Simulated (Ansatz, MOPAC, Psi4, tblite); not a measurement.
**C2H2Cl2Sn (SMILES C#[C][SnH]([Cl])[Cl]): the zero-point energy at each level's own minimum, rung by rung**

C2H2Cl2Sn, singlet, SMILES `C#[C][SnH]([Cl])[Cl]`. Each level relaxes the structure for itself.

Quantity: the zero-point energy at each level's own minimum, in kJ/mol. The values are calculated.

| level | kind | program | value (kJ/mol) |
| --- | --- | --- | --- |
| MNDO | semi-empirical | MOPAC | 81.1 |
| PM6-DH+ | semi-empirical | MOPAC | 75.8 |
| PM7 | semi-empirical | MOPAC | 69.3 |
| GFN1-xTB | semi-empirical | tblite | 70.0 |
| HF/STO-3G | Hartree–Fock | Ansatz | 87.7 |
| HF/3-21G | Hartree–Fock | Ansatz | 82.4 |
| PBE/def2-SVP (core potential) | GGA | Ansatz | 70.6 |
| r2SCAN-D4/def2-SVP (density fitting, core potential) | meta-GGA | Psi4 | 72.6 |
| PBE0-D4/def2-TZVP (core potential) | global hybrid | Ansatz | 73.4 |

All-electron rows without a relativistic Hamiltonian named are non-relativistic, while core potentials hold scalar relativity, so basis and relativity change together. Harmonic and unscaled. The values span 69.3 to 87.7 kJ/mol.

The three density-functional values lie close together, from 70.6 to 73.4 kJ/mol, while both Hartree–Fock values are clearly higher, at 82.4 and 87.7 kJ/mol. The semi-empirical methods show no common offset: PM7 and GFN1-xTB fall just below the density-functional group, PM6-DH+ somewhat above it, and MNDO close to HF/3-21G.

Zero-point energy follows the sum of the vibrational frequencies, so it is weighted towards stiff bonds and light atoms. Here that means the C–H and Sn–H stretches, the C≡C stretch and the bends that move hydrogen. The Sn–Cl stretches and the soft skeletal bends, with heavy atoms and weaker restoring forces, contribute much less. The high Hartree–Fock values probably reflect missing electron correlation, which leaves bonds too stiff, especially the triple bond.

The density-functional results support a value in the low seventies of kJ/mol as a reasonable working estimate. Similar totals do not establish similar vibrational spectra, since errors in individual modes can cancel in the sum.
